**Results and discussion**

The simplest ways in which two approximate curves for the same bond can differ are where the minimum lies and how stiff the well is. Let $V(r)$ be the CCSD(T) energy at Si–H distance $r$. A level whose minimum is displaced by $d$ and whose well is scaled by $1+s$ has the energy $(1+s)V(r-d)$. Expanding in $d$ and $s$ and counting from the common zero $r_0 = 1.484$ Å gives its error against CCSD(T):

$$\Delta(r) \approx -d\,[V'(r)-V'(r_0)] + s\,[V(r)-V(r_0)].$$

Near the minimum $V' \approx k\,(r-r_e)$, with force constant $k$. The shift term is therefore linear in the stretch, with slope $-kd$, and changes sign at $r_0$; the scale term is quadratic and has the same sign on both sides. For a bond that is too long ($d>0$) and too soft ($s<0$) the two oppose each other on compression and add on stretching.

Calculated values. Rigid scan of the Si3–H8 bond length in gas-phase C2H5FSi (SMILES C=C[SiH2]F; atoms in SMILES order, hydrogens last). Ansatz 0.2.0, def2-TZVPP basis, with frozen cores in MP2, CCSD and CCSD(T). Energies at every level are counted from the PBE0-D4/def2-TZVP minimum structure, where the bond length is 1.484 Å.

```csv
stretch (Å),CCSD(T) (eV),PBE-D4 (eV),PBE0-D4 (eV),MP2 (eV),CCSD (eV),PBE-D4 less CCSD(T) (eV),T1 diagnostic
1.217,0.9405,1.0045,0.9668,0.9274,0.9342,0.0640,0.011
1.280,0.4860,0.5392,0.5079,0.4744,0.4808,0.0532,0.011
1.371,0.1214,0.1536,0.1345,0.1137,0.1182,0.0322,0.011
1.478,-0.0004,0.0014,0.0003,-0.0009,-0.0006,0.0018,0.011
1.484,0.0000,0.0000,0.0000,0.0000,0.0000,0.0000,n/a
1.597,0.1113,0.0743,0.0973,0.1226,0.1154,-0.0370,0.011
1.724,0.3985,0.3126,0.3662,0.4270,0.4082,-0.0859,0.012
1.860,0.8052,0.6639,0.7542,0.8582,0.8224,-0.1413,0.012
2.003,1.2756,1.0918,1.2218,1.3622,1.3028,-0.1838,0.013
2.152,1.7656,1.5499,1.7229,1.8970,1.8059,-0.2157,0.013
```

The scan is rigid: only this bond length changes. PBE-D4 less CCSD(T) follows the argument, falling in every row from $+0.064$ eV at 1.217 Å to $-0.216$ eV at 2.152 Å. Quartic polynomials through the six rows from 1.280 to 1.724 Å put the PBE-D4 minimum 0.0175 Å outside that of CCSD(T) and its force constant 9.7 % lower, at 16.7 against 18.5 eV/Å$^2$. The slope $-kd = -0.32$ eV/Å matches the tabulated error around the zero.

These two numbers also extrapolate well to the last row, whose PBE-D4 energy entered neither quartic. A Morse fit to all CCSD(T) rows has slope 3.15 eV/Å there and about 0.09 eV/Å at $r_0$. The shift term is $-0.0175 \times (3.15-0.09) = -0.054$ eV and the scale term $-0.097 \times 1.766 = -0.171$ eV. The sum, $-0.225$ eV, overshoots the tabulated $-0.216$ eV by 4 %. Fitting $d$ and $s$ directly to all ten rows gives 0.018 Å and $-9.6$ %, with an rms misfit of 0.004 eV; the residuals, listed in the output after the text, change sign between 2.003 and 2.152 Å, so part of the close agreement in the last row comes from a crossing of model and data.

The parts explain the shape. On the repulsive wall the fitted shift contributes $+0.153$ eV at 1.217 Å and the softening cancels 0.090 eV of it. On the long side $V'$ levels off as the curve passes its inflection, the shift term saturates near $-0.06$ eV, and the softening carries the growth. The near-linearity is thus the sum of two curved terms, and it is rough: the slope runs from $-0.17$ eV/Å through $-0.41$ to $-0.21$. The small negative CCSD(T), CCSD and MP2 entries at 1.478 Å arise because these levels have their minima inside $r_0$; the offset is about 0.001 eV at most.

The fit describes the error without giving its cause. Standard theory suggests one, which these runs do not test directly. As a two-electron bond lengthens, the electrons increasingly avoid sitting on the same atom. Restricted Hartree–Fock cannot describe this left–right correlation and rises too steeply, and a correlation treatment has to recover an amount that grows with $r$. The table shows the recovery to be incomplete in order: at 2.152 Å MP2 lies 0.131 eV and CCSD 0.040 eV above CCSD(T). The latter figure is the growth of the triples correction from its $-0.730$ eV at the minimum. Semilocal exchange is expected to err oppositely: its localised exchange hole mimics left–right correlation, and together with the correlation functional it can lower the moderately stretched bond too much. Replacing a quarter of it by exact exchange stiffens the bond: from 1.217 to 1.860 Å, the two rows at the zero aside, the PBE0-D4 error is 0.36 to 0.41 of the PBE-D4 error.

The last two rows break this proportion, which drops to 0.29 and 0.20. The PBE0-D4 error is deepest at 2.003 Å ($-0.054$ eV) and returns to $-0.043$ eV, which the model misses by 0.015 eV, a third of the value. The bend is not peculiar to the hybrid. From the interval before 1.860 Å to the one after it, the error slope rises by 0.11 eV/Å for PBE-D4 and 0.12 eV/Å for PBE0-D4, while the gap between the two functionals keeps growing evenly, by 0.037, 0.040 and 0.043 eV over the last three intervals. The cause is thus probably something the two functionals share, and it reverses the sign of the slope only where that slope was small. The CCSD(T) reference is a less likely source, since the MP2 and CCSD errors against it grow smoothly through the same rows. The D4 term is shared, and in PBE-D4 it supplies most of this bend. It deepens from $-0.155$ eV at the minimum to $-0.163$ eV at 1.724 Å and $-0.175$ eV at 1.860 Å, then stays near $-0.176$ eV, presumably because its coefficients depend on coordination numbers, which switch as hydrogen leaves. This levelling accounts for about 0.07 of the 0.11 eV/Å. The term also makes up about 0.02 eV of the PBE-D4 error in each of the last three rows; a similar amount in PBE0-D4 would be a large part of its smaller error. D4 does not explain everything: beyond 2.003 Å it is nearly flat, yet the error slopes of the two functionals rise by a further 0.08 and 0.09 eV/Å. The static-correlation error of restricted density functionals, which raises a stretched bond, has the wrong sign for the main trend but the right one for this remainder. It is only a guess.

The reference limits these conclusions unevenly. The T1 diagnostic, the scaled norm of the single-excitation amplitudes, stays between 0.011 and 0.013, but it can miss strong correlation in one pair. The closed-shell Hartree–Fock state is stable at every scanned length, also towards triplet symmetry breaking, so there is no sign that the bonding pair has begun to uncouple by 2.152 Å. That does not measure the error of CCSD(T) itself, which as a single-reference method fails once a bond is stretched far enough. CCSD(T) stands in one triple-zeta basis with frozen cores. Moving its minimum by 0.002 Å would change the energy at 1.217 Å by $8.5 \times 0.002 = 0.017$ eV, comparable to the PBE0-D4 error of 0.026 eV there, so the hybrid's deviations are far less secure than those of PBE-D4. All curves still rise at 2.152 Å, and the Morse depth trades against the range parameter, so it is no dissociation energy.

The formula suggests the neighbouring cases. A vinyl C–H bond of the same molecule is stiffer, so an equal displacement $d$ would give a steeper error slope with the same pattern of signs. A hybrid with more exact exchange should move toward the MP2 side, but since the ratio of errors changes with $r$, no single fraction is likely to cancel the error both near the minimum and at 2.152 Å. At much longer distances the shift-and-scale picture fails, because restricted single-reference curves no longer share the shape of the exact one.

Output of the analysis:

```
Morse, all rows: D[eV] a[1/A] re[A] 2Da^2[eV/A^2] rms, worst (fit-table)[eV] at r
CCSD(T)  4.72 1.404 1.4793 18.61 0.0036 +0.0060 1.280
PBE-D4   4.36 1.385 1.4993 16.74 0.0066 +0.0095 1.371
PBE0-D4  4.90 1.350 1.4884 17.86 0.0067 +0.0098 1.371
MP2      5.31 1.345 1.4760 19.20 0.0050 +0.0078 1.280
CCSD     4.88 1.387 1.4779 18.80 0.0041 +0.0065 1.280
CCSD(T) slope -8.53 first, 3.15 eV/A last; floor 0.0005 A*slope = 0.0043, 0.0016 eV; differences 0.0001 eV
Local quartic, rows 2-7: re[A] k[eV/A^2] E(re)[eV] dre[A] dk[%] vs CCSD(T)
CCSD(T)  1.4767 18.50 -0.0005 +0.0000 +0.0
PBE-D4   1.4942 16.70 -0.0009 +0.0175 -9.7
PBE0-D4  1.4833 17.89 +0.0000 +0.0066 -3.3
MP2      1.4724 19.15 -0.0012 -0.0043 +3.5
CCSD     1.4750 18.72 -0.0007 -0.0017 +1.2
r[A]; less CCSD(T)[eV]: PBE PBE0 MP2 CCSD; PBE0-PBE; PBE err %; PBE0/PBE err
1.217 +0.0640 +0.0263 -0.0131 -0.0063 -0.0377 +6.8 0.41
1.280 +0.0532 +0.0219 -0.0116 -0.0052 -0.0313 +10.9 0.41
1.371 +0.0322 +0.0131 -0.0077 -0.0032 -0.0191 +26.5 0.41
1.478 +0.0018 +0.0007 -0.0005 -0.0002 -0.0011 - -
1.484 +0.0000 +0.0000 +0.0000 +0.0000 +0.0000 - -
1.597 -0.0370 -0.0140 +0.0113 +0.0041 +0.0230 -33.2 0.38
1.724 -0.0859 -0.0323 +0.0285 +0.0097 +0.0536 -21.6 0.38
1.860 -0.1413 -0.0510 +0.0530 +0.0172 +0.0903 -17.5 0.36
2.003 -0.1838 -0.0538 +0.0866 +0.0272 +0.1300 -14.4 0.29
2.152 -0.2157 -0.0427 +0.1314 +0.0403 +0.1730 -12.2 0.20
Error model: d[A] s[%] rms worst[eV] at r | line slope[eV/A] rms worst at r | rms d only, s only
PBE-D4   +0.0178 -9.6 0.0042 +0.0086 1.860 | -0.331 0.0115 +0.0245 1.217 | 0.0783 0.0696
PBE0-D4  +0.0060 -2.2 0.0074 -0.0151 2.152 | -0.093 0.0089 -0.0194 2.152 | 0.0198 0.0244
MP2      -0.0067 +5.4 0.0076 -0.0146 2.152 | +0.159 0.0150 -0.0294 1.217 | 0.0452 0.0273
CCSD     -0.0023 +1.6 0.0021 -0.0041 2.152 | +0.051 0.0037 -0.0072 1.217 | 0.0136 0.0093
r[A]; PBE: shift part, scale part, sum, model-table; PBE0, MP2 model-table [eV]
1.217 +0.1532 -0.0900 +0.0633 -0.0007 +0.0039 +0.0065
1.280 +0.1022 -0.0465 +0.0557 +0.0025 +0.0014 -0.0005
1.371 +0.0466 -0.0116 +0.0350 +0.0028 -0.0002 -0.0033
1.478 +0.0020 +0.0000 +0.0020 +0.0002 -0.0000 -0.0003
1.484 -0.0000 -0.0000 +0.0000 +0.0000 +0.0000 +0.0000
1.597 -0.0289 -0.0106 -0.0395 -0.0025 +0.0018 +0.0057
1.724 -0.0471 -0.0381 -0.0852 +0.0007 +0.0076 +0.0110
1.860 -0.0556 -0.0770 -0.1327 +0.0086 +0.0143 +0.0119
2.003 -0.0573 -0.1220 -0.1793 +0.0045 +0.0060 +0.0045
2.152 -0.0545 -0.1689 -0.2234 -0.0077 -0.0151 -0.0146
PBE-D4 error slope per interval [eV/A], zero row skipped: -0.17 -0.23 -0.28 -0.33 -0.39 -0.41 -0.30 -0.21
PBE0-D4 error slope per interval [eV/A], zero row skipped: -0.07 -0.10 -0.12 -0.12 -0.14 -0.14 -0.02 +0.07
Si3-H8 in printed geometry 1.49 A; T1 0.011-0.013; -k*dre(PBE) -0.32 eV/A
```
